Two methods that mix in the same quarter of exact exchange should, on a first guess, give much the same band gap. HSE06 and PBE0 are such a pair. PBE0 keeps its exact exchange at full strength at all distances, while HSE06 lets it fade over several ångström and puts a semilocal substitute in its place. Restoring the faded part looks like a detail. In this oxide of titanium and tin it widens the gap by a fifth.

Band levels of rutile-type TiSn3O8 (12-atom cell, space group Cmmm) at named k points, computed with Ansatz 0.2.0 using HSE06 (cheaper level) and PBE0 (costlier level), each counted from its own valence top. Both levels use plane-wave PAW without spin polarisation, a 420 eV cutoff, a 4×4×2 k mesh and the same r2SCAN-relaxed geometry.

```
point name  band v2, cheaper level (eV)  band v1, cheaper level (eV)  band c1, cheaper level (eV)  band c2, cheaper level (eV)  band v2, costlier level (eV)  band v1, costlier level (eV)  band c1, costlier level (eV)  band c2, costlier level (eV)
     Gamma                       -0.637                        0.000                        3.912                        4.112                        -0.626                         0.000                         4.661                         4.871
         Y                       -0.861                       -0.859                        3.713                        4.747                        -0.858                        -0.858                         4.476                         5.521
         Z                       -0.560                       -0.413                        4.348                        4.927                        -0.549                        -0.419                         5.122                         5.704
       A_0                       -0.735                       -0.675                        4.555                        4.560                        -0.727                        -0.671                         5.330                         5.330
         S                       -0.581                       -0.557                        4.191                        4.703                        -0.577                        -0.550                         4.963                         5.476
```

In the table v1 is the highest filled band and v2 the one below it; c1 is the lowest empty band and c2 the one above. The cheaper level is HSE06, the costlier one PBE0. Each counts its energies from its own valence top, which lies at Gamma, so v1 is zero there in both by construction.

The first row already holds the main result. At Gamma the lowest empty level climbs from 3.91 eV in HSE06 to 4.66 eV in PBE0. The second filled level, measured from the valence top in the same way, moves by only about 0.01 eV. The two filled levels keep their distance from each other, and the empty level moves away from both.

The cause lies in how an electron is treated by the others. An electron in a filled level carries an exchange hole with it, a small region from which electrons of the same spin are kept away, and this hole lowers its energy. An electron put into an empty level gains far less from the slowly varying, long-range part of the interaction. Exact exchange acts on it through the product of the empty orbital with each filled one. The two are orthogonal, so the positive and negative parts of that product cancel, and an interaction that hardly varies across them finds almost nothing to act on. A semilocal functional can't make this distinction: its potential is set by the density around each point and is the same for filled and empty levels. Exchanging the semilocal long-range part of HSE06 for the exact one of PBE0 therefore pushes filled levels down and empty levels up.

The size of the push follows from the shape of the long-range part of the Coulomb interaction. Let r be the distance between two electrons, ω the screening parameter that sets where HSE06 fades out its exact exchange, and a = 1/4 the share of exact exchange. Despite its name, the long-range part doesn't vanish at short distances. Well below 1/ω it is nearly constant:

erf(ωr)/r ≈ 2ω/√π

If the hole is small on this scale, exact exchange lowers a filled level by a times this constant and leaves an empty level almost where it was. The exchange energy per electron is only half as large, since each pair of electrons is counted once. A semilocal functional gives the same energy in this limit, because its model hole also holds one electron. Its potential is the derivative of the total exchange energy with respect to the density. When every electron adds the same energy, that derivative is simply the energy per electron, so the potential lowers filled and empty levels alike by the half amount. Replacing it by exact exchange gives

filled level: −2aω/√π + aω/√π = −aω/√π
empty level: 0 + aω/√π = +aω/√π
change of the gap: 2aω/√π

With ω about 0.11 per bohr, a rough recalled value, the change of the gap is 2 × 0.25 × 0.11/√π ≈ 0.031 hartree, or about 0.84 eV. Half of it, 0.42 eV, should appear as a fall of the filled levels and half as a rise of the empty ones. No property of titanium, tin or oxygen enters, only the assumption of a compact hole. A similar step is therefore the natural first guess for another insulating oxide, and it weighs more heavily, in relative terms, where the gap is small.

The second row puts this estimate to the test, because the lowest empty level of the crystal lies at Y. The gap from Gamma to Y grows from 3.71 to 4.48 eV, a step of 0.76 eV and thus nine tenths of the estimate. An estimate for a hole of vanishing size should come out somewhat high, since a real hole has some extent and the interaction isn't quite constant across it, which also leaves the cancellation for an empty level incomplete.

The predicted split can be checked as well, on the raw energy scale of the same two runs, before each valence top is set to zero. There the valence top falls by 0.40 eV and the lowest empty level rises by 0.36 eV. Both edges move, in opposite directions and by similar amounts, as the picture demands. The agreement supports the explanation, though it doesn't isolate the long-range tail orbital by orbital.

Y also shows what the choice of level leaves untouched. Both levels place the lowest empty state there and the highest filled one at Gamma, so both call the gap indirect. The gap at Gamma itself is larger by about 0.2 eV in either case. On the question whether the gap of this crystal is direct or indirect, PBE0 thus adds nothing to HSE06.

The last three rows, Z, A_0 and S, decide between two ways in which a gap can grow. If PBE0 stretched all energies by a common factor, the empty band would widen by a fifth along with the gap. Instead, the distance from its lowest point at Y to the highest listed one at A_0 is 0.84 eV in HSE06 and 0.85 eV in PBE0. The five points also keep their order in this band. The bands are moved apart almost rigidly.

This rigidity has a simple reason. A band gets its width from the overlap of orbitals on neighbouring atoms, which here sit about 2 Å apart. The part of the exchange that differs between the two levels varies over a length of 1/ω, roughly 5 Å. It hardly notices whether orbitals on neighbouring atoms combine in phase or out of phase. A k point sets the phase from one cell to the next, and it changes the energy mainly through such combinations. Across a single bond this part is almost constant, so it separates filled levels from empty ones but leaves the differences within each group nearly alone.

For practical work the choice therefore depends on the question. Relative positions among the listed filled levels, or among the listed empty ones, can be taken from HSE06 if an error of a few hundredths of an eV against PBE0 is acceptable. The size of the gap is another matter. If it is needed to 0.1 eV, the step between the two levels is more than seven times the tolerance, so the choice of functional has to be justified before the number is used.

When PBE0 levels are wanted at many k points, one shift does nearly all the work. Taking the rise of c1 at Y and adding it to both empty HSE06 bands at all five points reproduces the PBE0 values to within 0.014 eV. Only c1 at Y supplies the shift; the other nine empty levels test it. The shortcut serves for energies counted from the valence top. It doesn't give positions on an outside scale, such as energies counted from the vacuum, because about half of the change belongs to the filled side.

Which gap lies closer to nature is a question that two calculations can't settle between them. Theory offers a guide: in a solid the other electrons weaken long-range exchange by roughly the electronic dielectric constant. PBE0 keeps a quarter of it, which suits a constant near four, while HSE06 keeps none, which suits a strongly screening material. Until that constant is known for this crystal, the two gaps show how much hangs on the level, and the true gap need not lie between them. A measured absorption edge would also contain lattice vibrations and the attraction between electron and hole, which are in neither level and usually lower it.

The cost can be judged only from scaling. Both levels compute exact exchange between pairs of orbitals, so on the same mesh of k points their work is of the same kind. The long tail in PBE0 converges more slowly with the mesh, however, and a finer mesh is expensive: doubling it in all three directions gives eight times as many k points and 8 × 8 = 64 times the exchange work, leaving symmetry aside. Results for only one mesh are given here, so the error it leaves in the PBE0 gap is unknown, and part of the difference between the computed step and the estimate may come from it. Nor can these two runs explain the slightly smaller rise at Gamma.

When a family of such oxides is screened, a PBE0 run on each is likely to add little beyond a nearly common shift. The dielectric constant of each would say more about which gap to trust. The crystal itself is an ordered model with one titanium to three tin atoms, which need not be the stable form. Its step between the levels should be a sounder guide to a real mixed oxide than its absolute gap, because the estimate of the step contains nothing specific to the atoms or their order. The printed output below gives the shifts point by point, together with the estimate.

Output of the analysis:

```
Change from HSE06 to PBE0 in eV:
    row  band v2  band v1  band c1  band c2
  Gamma    0.011        0    0.749    0.759
      Y    0.003    0.001    0.763    0.774
      Z    0.011   -0.006    0.774    0.777
    A_0    0.008    0.004    0.775     0.77
      S    0.004    0.007    0.772    0.773
Indirect gap in HSE06 (eV): 3.713
Indirect gap in PBE0 (eV): 4.476
Gap step from HSE06 to PBE0 (eV): 0.763
Gap step in percent of the HSE06 gap: 20.55
Gap step divided by a needed accuracy of 0.1 eV: 7.63
Mean rise of band c1 over the five points (eV): 0.7666
Largest less smallest rise of band c1 (eV): 0.026
Largest move of a listed filled level (eV): 0.011
Largest miss in c1 and c2 if the shift at Y is used everywhere (eV): 0.014
Spread of band c1 over the points in HSE06 (eV): 0.842
Spread of band c1 over the points in PBE0 (eV): 0.854
Ratio of these spreads, PBE0 to HSE06: 1.014
Ratio of the gaps, PBE0 to HSE06: 1.205
Gap at Gamma less indirect gap in HSE06 (eV): 0.199
Gap at Gamma less indirect gap in PBE0 (eV): 0.185
Move of the valence top on the raw scale (eV): -0.4004
Move of the lowest empty level on the raw scale (eV): 0.3623
Estimated gap step from long-range exchange (eV): 0.8444
Estimated fall of filled and rise of empty levels, each (eV): 0.4222
Computed gap step divided by the estimate: 0.9036
Factor in exchange work if the mesh is doubled in all three directions: 64
```
